Why platinum holds its atoms more tightly than cobalt

Platinum looks wrong. A free platinum atom has two unpaired electrons and a cobalt atom has three, yet in the r2SCAN calculations below it takes about 5.7 eV to pull an atom out of solid platinum and only 4.7 eV for cobalt. If each unpaired electron stood for one bond of about the same strength, the order would be the reverse. Ruthenium seems to rescue the rule, because it has the most unpaired electrons in the table and also the strongest binding. The rule is therefore tempting, and it needs a fair test.

Two sizes are worth keeping in mind. An atom in these solids is bound by roughly 4 to 6 eV, or 400 to 600 kJ/mol, and the step from nickel to platinum, which lies two rows below it, is about 1 eV. That step matters in a furnace. At 2000 K the thermal energy kT is 0.17 eV, so 1 eV of extra binding lowers the vapour pressure by a factor exp(1/0.17), a few hundred, if all else is equal.

Free atoms in a periodic box of 15 × 15.5 × 16 Å, calculated with Ansatz 0.2.0 using r2SCAN, plane-wave PAW, scalar relativity and collinear spin. The plane-wave cutoff is 500 eV, with a single k point (Γ), Gaussian smearing of 0.005 eV and symmetry switched off. Energies over elements are per atom, at zero smearing.

```
species  starting moment  energy over elements (eV/atom)  spin moment (μB)  level gap (eV)
     Co             3 μB                           4.715              3.00           0.850
     Ge             2 μB                           3.878              2.00           0.622
     Ni             2 μB                           4.653              2.00           0.770
     Pt             2 μB                           5.683              2.00           0.704
     Ru             4 μB                           6.298              4.00           1.711
```

The energy over elements is the energy of the free atom less the energy per atom of the solid element. For these five elements it is the cohesive energy, without zero-point motion. The spin moment, in units of the Bohr magneton μB, counts the unpaired electrons of the free atom. The level gap is the distance from the highest filled to the lowest empty orbital of that atom.

Counting unpaired electrons

The table contains a direct test of the bond-counting rule. Germanium, nickel and platinum all have a moment of 2 μB, so the rule gives them the same binding. Their energies run from 3.9 to 5.7 eV. A difference of 1.8 eV at equal moment must come from something that the moment does not record.

A straight line through the four metals, with the moment as the only variable, confirms this. When each metal in turn is left out and predicted from the other three, the typical error is 1.3 eV. That is about twice the spread of the four energies about their own mean. The apparent success of the rule rests on ruthenium alone.

One reason why the rule fails is that an atom can change its state on entering a solid. Germanium is the plainest case. The free atom has two paired s electrons and two unpaired p electrons, but in the diamond structure it forms four bonds, because one s electron is promoted to a p orbital and all four then take part. Each bond is shared by two atoms, so there are two bonds per atom, and each is worth about 1.9 eV after the promotion has been paid for.

In a transition metal, unpaired electrons even work against binding in one respect. Parallel spins lower the energy of the free atom, since electrons of like spin keep out of each other's way. This is the exchange energy behind Hund's rule. When the atoms join and the electrons pair up in shared states, much of that energy is given back. Manganese, with five unpaired d electrons, is a well-known result of this cost: it is among the most weakly bound of the 3d metals.

Reading the level gap

A second explanation starts from reactivity. An atom with a small gap can rearrange its electrons cheaply, so it should be eager to bond, and its solid should be strongly bound. The two extreme cases contradict this. Ruthenium has by far the largest gap, 1.7 eV, and the strongest binding, while germanium has the smallest gap and the weakest binding.

Turning the rule round does not save it. Platinum has a slightly smaller gap than nickel and cobalt but is bound about 1 eV more strongly than either. The gap here separates two orbitals of the same spin inside one atom. It reflects how the electrons of an open shell are arranged, whereas cohesion depends on how strongly the orbitals overlap with those of the neighbours, and on which of the shared states are filled.

The reach of the d orbitals

The third explanation looks at the solid. When atoms come together, their d orbitals overlap and the single atomic d level spreads into a band. States in the lower half of the band are bonding, and states in the upper half are antibonding. The more the orbitals overlap, the wider the band, and the deeper the bonding states lie below the level of the free atom.

The 3d orbitals are compact, because no d shell lies beneath them. The 4d and 5d orbitals must be orthogonal to an inner d shell, which pushes them outwards, and they overlap more with their neighbours in the metal. Rough textbook widths of the d band are 3.8 eV for nickel and 7.0 eV for platinum. The two metals stand in the same group and fill their bands to about the same degree, so they form the best pair in the table for seeing the effect of width.

Friedel's model turns the width into an energy. Let the band have a width W, be centred on the atomic level, and hold ten electrons spread evenly over it, so that there are 10/W states per unit of energy. N electrons fill it from −W/2 up to −W/2 + NW/10. Adding up the energies of the filled states gives the energy gained by forming the band:

E(band) = W N (10 − N) / 20

The gain is zero for an empty band and for a full one, and it is largest at half filling. For a given filling it grows in proportion to W.

For nickel and platinum, take nine d electrons in the solid and about one electron in the broad s–p band:

Ni: 3.8 eV × 9 × 1 / 20 = 1.71 eV
Pt: 7.0 eV × 9 × 1 / 20 = 3.15 eV

The predicted difference is 3.15 − 1.71 = 1.44 eV, and the calculated one is 1.03 eV. No constant was fitted to these energies, though the filling of nine is assumed and the result is sensitive to it. The estimate gives the right direction and a size that is about 40 % too large. The model leaves out the binding by s and p electrons, which it assumes to be alike in the two metals.

This comparison is not perfectly clean. The calculated nickel atom is a mixture of two arrangements, with about 8.4 d electrons and 1.6 s electrons, while the platinum atom is closer to nine and one. Such a blend comes from the approximate calculation and is not a pure state of a free atom, so the energy of the nickel atom is uncertain. None of the five atoms has been shown to be in its lowest state. Spin–orbit coupling is also absent from the calculation. It can shift the energy of a free platinum atom by some tenths of an electronvolt, which would change the size of the step to nickel but hardly remove it.

Where the simple band picture breaks down

The model does much worse when the filling changes. With a rough width of 8.4 eV and seven d electrons, ruthenium gains 8.82 eV from its band, which is more than its whole calculated binding of 6.3 eV. The model puts ruthenium 5.7 eV above platinum, and the calculation puts it only 0.6 eV above. For this pair the order is right, but the size is wrong by almost a factor of ten.

Part of the reason lies in the free atom. Ruthenium has four parallel spins to give up and platinum only two, so ruthenium pays more exchange energy on entering the solid. This cost is expected to be of the order of an electronvolt, and it acts in the direction needed. The excess, however, is about 5 eV, so exchange can explain only a part of it. The model also leaves out the repulsion between neighbouring atoms. At the equilibrium distance this repulsion cancels part of the band energy, and it cancels more where the band pulls harder. The even band and the assumed fillings are crude as well.

For platinum and cobalt, the pair in the title, the model even gives the wrong order. With a rough width of 4.4 eV and eight d electrons, cobalt gains 3.52 eV from its band, more than the 3.15 eV of platinum, whereas the calculation binds platinum more strongly by 0.97 eV. The wider band favours platinum, but the emptier band of cobalt outweighs this in the formula. The exchange energy lost by the cobalt atom may make up part of the difference, although solid cobalt is a magnet and keeps some of its parallel spins.

The band width alone turns out to be a better guide than the full Friedel expression. A least-squares line through the four metals, with W as the only variable, predicts a metal left out of the fit with a typical error of 0.14 eV. With the Friedel energy in place of W the error is 0.5 eV. Germanium is left out of these lines because its d shell is full and it binds through s and p electrons.

The good fit should be read with care. The four metals form two groups, cobalt and nickel with narrow bands and platinum and ruthenium with wide ones, and a line with two constants passes easily near two groups. The widths themselves are uncertain: a change of 10 % in that of ruthenium moves its fitted energy by 0.3 eV, more than the typical error just quoted. Nor does the fit show that the filling is unimportant. Within each group the metal with the emptier band also has the wider one, cobalt beside nickel and ruthenium beside platinum, so the width carries part of the effect of the filling. Four metals cannot separate the two.

The order of cobalt and nickel should not be explained at all. They differ by only 0.06 eV, and both free atoms are mixtures of s and d arrangements that may not be the lowest states. If the cobalt atom has a lower state than the one found here, the binding energy of cobalt comes down by the same amount as the energy of the atom, and little more than 0.06 eV would reverse the pair.

Down a column, in two parts of the periodic table

The same idea of orbital reach leads to opposite trends in two kinds of element. In the group of carbon, silicon, germanium and tin, binding weakens on the way down. Their bonds are made by s and p orbitals, which already extend far enough to overlap well with a neighbour. Larger atoms then mean longer bonds and weaker overlap.

In the later transition metals the d orbitals are small compared with the distance between atoms. Going down a column, they grow faster than that distance does, so the overlap improves and the binding usually becomes stronger. Nickel and platinum show this in the table, and the familiar pairs cobalt and iridium or iron and osmium behave in the same way. There are exceptions near the end of the series. Palladium is bound less strongly than nickel, partly because its free atom has a full and stable d shell, and in the copper and zinc groups the 4d metal is also bound less strongly than the 3d metal.

For a neighbouring metal, the first question is therefore which d shell is open: a 4d or 5d metal is usually bound more strongly than the 3d metal above it. The second is how full the band is, because electrons added near its top go into antibonding states and weaken the solid. The third is how many parallel spins the free atom must give up. The number of unpaired electrons enters this account as a cost, and it is a poor count of the bonds that the solid will form.
